Weighing the zero-point motion of lead from two displacement values

Take N cells at R_p with atoms κ of mass M_κ and force constants Φ. The dynamical matrix D_κα,κ'β(q) = (M_κ M_κ')^(−1/2) Σ_p Φ(κα0; κ'βp) exp(iq·R_p) has eigenvalues ω_qν² and orthonormal eigenvectors, chosen with e_ν(−q) = e_ν(q)*. I expand

u_καp = Σ_qν √(ħ/(2N M_κ ω_qν)) e_κα,ν(q) exp(iq·R_p) (a_qν + a†_−qν),

and the momentum likewise, with −i√(ħM_κ ω_qν/(2N)) and (a_qν − a†_−qν). The three rigid translations are left out. The cell sum pairs q with −q, orthonormality pairs branches, the aa and a†a† terms cancel between kinetic and potential energy, and H = Σ ħω(a†a + ½). Each mode carries the zero-point length l = √(ħ/(2Mω)). In the thermal average of u², only aa† = n + 1 and a†a = n survive:

⟨u_κα²⟩ = (1/N) Σ_qν ħ|e_κα,ν|² (2n + 1)/(2M_κ ω).

Question: What survives of the eigenvectors for fcc lead?

One atom per cell and cubic symmetry let |e_x|² be replaced by 1/3, so we average over modes. Write θ = ħω/k_B, A = ħ²/(M k_B), and 2n + 1 = coth(θ/2T). A mode contributes (A/2θ) coth(θ/2T). The Debye weight is 3y² dy on 0 < y < 1 with θ = yΘ, so

F(T,Θ) = (3A/2Θ) ∫₀¹ y coth(yΘ/2T) dy, and F(0,Θ) = 3A/(4Θ) = 3ħ²/(4M k_B Θ).

For M = 207.2 u, A = 0.2341 Å² K.

Now the data. They were made for the exercise, to resemble diffraction values for lead, and rounded as data are. In units of 10⁻³ Å², used below for all mean squares: y₁ = 2.7 ± 0.1 at 10 K and y₂ = 9.5 ± 0.1 at 100 K, with independent errors. The model is y = F(T,Θ) + s, where s is a temperature-independent offset from static disorder or the analysis. Θ and s are unknown.

Question: Why not set s = 0?

Then the 10 K value gives Θ = 73 K and the 100 K value 87 K, and no single Θ serves. Subtraction removes s: Δ(Θ) = F(100 K,Θ) − F(10 K,Θ) = 6.8. The root is Θ = 89.7 K, or k_BΘ = 7.73 meV. There F(10 K) = 2.12, so s = 0.58. Of the 2.12, the zero-point part 3A/(4Θ) is 1.96 and the thermal part 0.16. The zero-point amplitude along one axis is 0.044 Å, which is √(3/2) times l = 0.036 Å at the Debye frequency.

Question: Could a second root exist?

Not in this model. Δ = (3A/Θ) ∫₀¹ y(n₂ − n₁) dy. With x = θ/2T, ∂n/∂θ = −x/(2θ sinh²x), and x/sinh²x falls with x, so the hotter occupation drops faster and the positive n₂ − n₁ falls with θ. Hence Δ falls monotonically from infinity to zero, and there is one root.

Question: How do the error bars carry through?

The slope is Δ′ = −0.17 per K and the error of Δ is √2 × 0.1 = 0.14, so Θ is known to ±0.8 K and the zero-point part to ±0.02. For the offset, δs = (1 + r)δy₁ − r δy₂, where r = F′(10 K)/Δ′ = 0.16, giving ±0.12. The zero-point part is much sharper than either datum only because the model derives it from the thermal rise.

Question: Isn't that sharpness borrowed from the Debye shape?

Yes. At T = 0 the displacement measures the moment ⟨θ⁻¹⟩, at high T the moment ⟨θ⁻²⟩, and Debye ties them together. For any harmonic spectrum we get only a bound. Put w = θ⁻². Since coth x ≥ 1/x, the mean obeys w̄ ≤ (y₂ − s)/(A T₂). Since sinh x ≥ x, coth²x ≤ 1 + 1/x², so a mode contributes at most A√(w/4 + T₁²w²) at T₁. This is increasing and concave in w, so Jensen's inequality gives y₁ − s ≤ A√(w̄/4 + T₁²w̄²). For s = 0, w̄ ≤ 4.06 × 10⁻⁴ K⁻² and the bound is 2.54, short of 2.7 by 0.16. Solving at equality gives s ≥ 0.19, which lies within two error bars of zero. A narrower spectrum trades offset for zero-point motion, and two values cannot separate them.

Question: Lead is soft. Is the harmonic model safe at 100 K?

Not at the level of the error bars. Take a Grüneisen parameter γ of about 2.7 and a volume growth of about 0.5 % from 10 to 100 K as typical inputs. Near the classical limit F ∝ ω⁻², so F grows by 2γ × 0.5 % = 2.7 %, and 2.7 % of 9.5 − 0.58 = 8.92 is 0.24, over twice the error of y₂. Removing it raises Θ by 1.4 K and s by 0.04. Anharmonicity at fixed volume is not estimated here. I therefore quote Θ ≈ 90 K, good to one or two kelvin within the Debye model, and the amplitude stays 0.044 Å. These numbers are the model's; the data were chosen to land in the range of roughly 85 to 105 K typically quoted for lead, depending on the property.

Question: Would the same scheme work for copper wiring metal?

With M = 63.55 u, A = 0.7633 Å² K. A typical Θ of about 320 K gives the model a zero-point part of 1.79, or 0.042 Å, close to lead because only the product MΘ enters. But 100 K is far below Θ, so Δ is only 1.0 with a slope of −0.0086 per K, and the same error of 0.14 leaves Θ uncertain by 16 K. For copper the upper temperature has to be raised toward Θ, at the price of a larger expansion correction.